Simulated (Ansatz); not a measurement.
# A series in volume per atom on TaN

Results calculated with Ansatz 0.2.0, not measured. Periodic Kohn-Sham DFT of a crystal at fixed atoms; pressure and stress are positive in compression; the energy is the free energy less that of spherical unpolarised free atoms; site moments are those in the method's own spheres, positive along +z.

Cell of the first row (space group P-62m, No. 189):
```
CELL_PARAMETERS angstrom
5.08990 0.00000 0.00000
-2.54500 4.40800 0.00000
0.00000 0.00000 2.85160
ATOMIC_POSITIONS crystal
Ta 0.33333 0.66667 0.50000
Ta 0.66667 0.33333 0.50000
Ta 0.00000 0.00000 0.00000
N 0.39285 0.00000 0.00000
N 0.60715 0.60715 0.00000
N 0.00000 0.39285 0.00000
```

Settings of every row: method all-electron PAW; functional PBEsol; relativity scalar; k mesh 6x6x9; filling fermi-dirac; smearing width 0.01 eV; nucleus gaussian.

Atom start moment: 0 on all atoms.

Limits: no spin-orbit coupling on heavy atoms.

| row | volume per atom (Å³) | pressure (GPa) |
| --- | --- | --- |
| 1 | 10.663 | 18.499 |
| 2 | 10.89 | 10.269 |
| 3 | 11.117 | ? |
| 4 | 11.23 | -0.554 |
| 5 | 11.344 | -3.796 |
| 6 | 11.457 | -6.871 |
| 7 | 11.571 | -9.788 |
| 8 | 11.798 | -15.178 |
| 9 | 12.024 | -20.024 |

Question: what pressure should row 3 give?

Worked fit of pressure. Take u = (V_r/V)^(2/3) − 1 with V_r = 11.401 Å³ an atom, which is twice the finite (Eulerian) strain; such expansions in the strain, on which the Birch-Murnaghan equation of state is built, carry the rest volume and the bulk modulus. The shown rows have u = 0.04562, 0.03104, 0.01013, 0.00335, -0.00326, -0.00982, -0.02256, -0.03485. Least squares give pressure = −5.3664 + 463.058 × u + 1263.31 × u² + 1209 × u³ GPa; a parabola predicts inner rows, each left out in turn, worse (root mean square 0.021 against 0.013 GPa). The rows lie off it by -0.003, 0.009, -0.009, 0.005, -0.008, 0.005, 0.006, -0.003 (root mean square 0.0064 GPa). The pressure vanishes at u = 0.0112, or V = 11.21 Å³ an atom, and there the bulk modulus at fixed shape and fractions is B = −V dP/dV = (2/3)(1 + u) dP/du = 332 GPa. Letting shape and atoms relax would as a rule lower it, by much in layered, chain or molecular crystals. The withheld row has u = 0.01696, so the fit gives −5.3664 + 463.058 × (0.01696) + 1263.31 × (0.01696)² + 1209 × (0.01696)³ = 2.856 GPa.

The calculation gave 2.865 GPa. The fit lies 0.009 GPa (0.023 % of the column's range) below it; its largest miss of a shown row is 0.009 GPa.
